Q: PbO is a stack of layers. Do its electrons notice the stacking, or may I treat each layer as a semiconductor of its own?

A: They notice it strongly. Reversing the sign of the electron wave from one layer to the next can move a band edge by one or two electronvolts, which is comparable with the calculated gap itself. The levels below come from a PBE calculation without spin-orbit coupling.

Band energies of PbO (P4/nmm, measured COD cell held fixed, a = b = 3.974 Å, c = 5.022 Å), calculated with Ansatz 0.2.0 using PBE and all-electron PAW, scalar-relativistic, without spin polarisation or spin-orbit coupling. The k mesh is 8 × 8 × 6, with Fermi-Dirac smearing of 0.03 eV. Energies are relative to the highest filled level on that mesh.

```
k-point  k in reciprocal vectors  band -4 (eV)  band -3 (eV)  band -2 (eV)  band -1 (eV)  band +1 (eV)  band +2 (eV)
  GAMMA                    0 0 0         -1.74         -1.72         -1.72         -0.01          2.38          5.45
      X                  0 0.5 0         -3.06         -3.06         -1.68         -1.68          3.40          3.40
      M                0.5 0.5 0         -1.67         -1.67         -1.09         -1.09          1.24          1.24
      Z                  0 0 0.5         -1.78         -1.74         -1.74         -0.97          1.97          4.04
      R                0 0.5 0.5         -3.03         -3.03         -1.02         -1.02          3.08          3.08
      A              0.5 0.5 0.5         -2.24         -2.24         -1.09         -1.09          3.47          3.47
```

The three numbers under "k in reciprocal vectors" tell how the wave changes from cell to cell along a, b and c: 0 keeps its sign, 0.5 reverses it. GAMMA and Z therefore differ only in the stacking direction, and so do X and R, and M and A. Band -1 is the highest filled level at a point and band +1 the lowest empty one.

Q: Between M and A the lowest empty level climbs by 2.23 eV, while the highest filled level stays at -1.09 eV. How can the same stacking matter so much to one and not to the other?

A: It depends on which orbitals can meet, and the crystal geometry decides that. In litharge the oxygen atoms form a flat sheet with lead atoms above and below it. Each lead atom has four lead neighbours on the other side of its own sheet and four more across the gap to the next layer. With a lead height of about 0.24 of the c edge, a rough recalled value, the two distances are about 3.7 and 3.8 Å, so for lead the gap between layers is hardly a gap.

At M the wave changes sign with each step along a or b, so the four neighbours in either group carry the signs plus, minus, plus, minus as one goes round. An s orbital overlaps equally with the s orbitals of all four, and the contributions cancel. The same holds for p orbitals that point along the stacking direction. The coupling of a px orbital to a py orbital, however, itself changes sign from one neighbour to the next, so there the four contributions add up.

Q: And that makes the empty level low at M?

A: Yes, if it consists mainly of lead 6p orbitals lying in the plane. Lead 6p character is the accepted picture of the conduction edge in this oxide; that the orbitals lie in the plane is inferred here from the signs, since orbital characters were not computed. Call the total px–py coupling within a layer t and that across the gap u, and let E₀ be the p level without either. The coupling depends on the product of the two sideways displacements, which is the same for both groups of neighbours, so direct overlap gives t and u the same sign. At M they work together; at A the next layer is reversed and they oppose each other:

E(M) = E₀ − (t + u)

E(A) = E₀ − |t − u|

The difference is twice the smaller coupling. Setting it equal to the computed rise gives

smaller coupling = 2.23 eV / 2 ≈ 1 eV

This is an order of magnitude, since oxygen also links the lead atoms within a layer and other orbitals mix in. It also assumes that the lowest empty level at A is still made of the in-plane orbitals. The size was taken from the M and A rows, so those rows do not test it. The direction of the change does follow from the geometry, provided the orbitals are assigned correctly and direct overlap decides the signs, and it agrees with the table: band +1 lies lower at M than at A.

Q: Then why does the filled level not move?

A: Its likely make-up is lead 6s, with some 6p along the stacking direction, in an antibonding mixture with oxygen p orbitals in the plane. For these lead orbitals the four contributions cancel at M, and they still cancel at A, because reversing a whole layer reverses all four signs together. With this make-up the level has no direct link between neighbouring lead atoms across the gap, so it has little reason to shift. The equal energies at M and A support this assignment without proving it.

The same cancellation helps to explain why this filled level is double at M. A wave built on the upper lead atoms and one built on the lower ones are separate but equivalent, so they have equal energies. More generally, the pairs at X, M, R and A in this calculation are required by the glide and screw symmetry of the crystal and are not accidental.

Q: At GAMMA the filled level does respond. It drops by 0.96 eV on the way to Z.

A: At GAMMA all cells carry the same sign, so the s–s contributions of the four neighbours add instead of cancelling. Symmetry then lets the lead 6s orbitals mix with the oxygen p orbitals along the stacking direction in only one way, with opposite signs above and below the oxygen sheet. The upper, antibonding partner of that mixture is the natural candidate for the valence top.

Now look across the gap. The upper lead atom of one layer faces the lower lead atom of the next, and at GAMMA their lone pairs have opposite signs. That contact is antibonding too, which pushes the level up further. At Z the next layer is reversed, the facing lone pairs have equal signs, and the level falls. The three filled levels listed beneath it shift by at most 0.04 eV, so the drop is not a shift of the valence band as a whole.

Q: Then X to R spoils the story. There the filled level rises by 0.66 eV.

A: The signs are different again. At X the wave alternates along only one direction in the plane. The s–s contacts between upper and lower lead atoms still cancel, but an s orbital can now couple to the neighbours' p orbital along that direction. The contributions from within the layer and from across the gap add at X and oppose each other at R.

Coupling between a filled and an empty level pushes the two apart. If it is strong at X and weak at R, the filled level should rise and the empty one should fall, and band +1 does fall by 0.32 eV. This is a plausible reading, not a demonstrated one: two levels that repelled only each other would shift by equal amounts, and these do not. I have no firm assignment for the fall of band +1 from GAMMA to Z either, because bands are numbered by energy and their character may change along the way.

Q: So where is the gap, and what would light see?

A: The lowest empty level is at M, where the in-plane p orbitals gain most from both couplings. The highest filled level is near GAMMA, where the lone pairs are antibonding towards the oxygen and across the gap. On this reading the two edges are set by different orbitals under different sign patterns. The gap of 1.24 eV is indirect. On the calculation's k mesh the highest filled level lies slightly away from GAMMA, but only 7 meV higher, too little to build an argument on.

Light hardly changes k, so without help from lattice vibrations it must lift an electron straight up. Among the six points listed, the smallest such step is 2.33 eV, at M, with GAMMA almost equal at 2.39 eV. Whether symmetry lets light drive these steps was not computed. Absorption across the indirect gap needs a vibration or a defect to supply the change of k and is usually much weaker.

Q: Could I use 1.24 eV as a design value? And what happens if the layers move apart?

A: I would not use it as a design value. PBE usually gives gaps that are too small. Spin-orbit coupling, which is large for lead 6p electrons, is also missing. It is expected to shift the empty edge by mixing other p levels into it, but its effect was not calculated here. The measured cell is not at rest at this level of theory either: the calculation finds a pressure of about 5 GPa in it and a sizeable force on the lead atoms along the stacking direction.

That last point matters because both edges depend on the contact across the gap. If the layers move apart, u shrinks. The empty level at M should then rise, the filled level near GAMMA should lose some of its antibonding push, and the gap should widen. No calculation with a changed spacing was made, so this is a prediction of the sign argument. To apply the argument to another stacked crystal, draw the facing orbitals, mark their signs at the chosen k, and see which contacts add and which cancel.
